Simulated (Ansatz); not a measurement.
# Equilibrium of C2H9BS ⇌ CH5BS + CH4 at process temperatures

Species: C2H9BS `[BH3-][S+](C)C`, singlet; CH5BS `BSC`, singlet; CH4 (methane) `C`, singlet. 

The electronic reaction energy at CCSD(T)/CBS estimate is -51.0 kJ/mol. Shapes: PBE0-D4/def2-TZVP. Programs: Ansatz 0.2.0. Enthalpy and entropy come from rigid-rotor, harmonic-oscillator sums on unscaled PBE0-D4/def2-TZVP wavenumbers, ideal gases at 1 bar. Symmetry numbers: C2H9BS 1, CH5BS 1, CH4 12. R = 8.3145 J/(mol K).

```
T (K)  ΔH (kJ/mol)  ΔS (J/(mol K))
  400        -54.4          +144.1
  600            ?               ?
  800        -59.7          +135.1
```

Problem. Work out ln K at 400 and 800 K, and from these estimate it at 600 K.

Solution. 
1. 400 K: ΔG = -54.4 − 400 × (+144.1)/1000 = -112.0 kJ/mol; ln K = −ΔG/RT = +33.68.
2. 800 K: ΔG = -59.7 − 800 × (+135.1)/1000 = -167.8 kJ/mol; ln K = −ΔG/RT = +25.23.
3. Slope against 1000/T: (+25.23 − (+33.68))/(1.2500 − 2.5000) = +6.76, that is −ΔH/R with ΔH near -56 kJ/mol.
4. 600 K: ln K = +33.68 + (+6.76) × (1.6667 − 2.5000) = +28.05.

The full sums give ΔH = -56.6 kJ/mol, ΔS = +139.6 J/(mol K), ΔG = -140.4 kJ/mol and ln K = +28.14 at 600 K, so the line is off by -0.09 in ln K; without rounding the miss is -0.09, from the change of ΔH with temperature. The products are favoured over this whole range. The number of molecules rises, which sets the sign of ΔS, and lower pressure favours the products. An error of 10 kJ/mol in the energy moves ln K by 2.0 at 600 K. Soft modes are treated as harmonic, which can err either way at these temperatures; the lowest are those of C2H9BS (172 cm⁻¹), CH5BS (76 cm⁻¹). The CBS estimate extrapolates MP2 from def2-TZVPP and def2-QZVPP and adds CCSD(T) − MP2 in the triple-zeta set, cores frozen.

Methane loss is favoured by both enthalpy and entropy, so no temperature in the range reverses it. Heating lowers ln K because the reaction is exothermic, even as ΔG becomes more negative through the entropy term. The heat release probably reflects the change in boron-sulfur bonding: a dative bond to a sulfonium-like centre becomes a covalent B-S bond, strengthened by donation from a sulfur lone pair into the empty boron p orbital. A strong C-H bond also forms, offsetting the B-H and S-C bonds broken.

ΔH grows more negative on heating because vibrations of the adduct become translations and rotations of the separate products, which hold less heat once those vibrations are thermally excited.

The large driving force doesn't make this the observed decomposition path. Methane elimination requires B-H and S-C cleavage, whereas simple release of dimethyl sulfide breaks only the weak dative bond and is the familiar behaviour of this adduct, so the equilibrium constants alone can't predict the product mixture on heating.
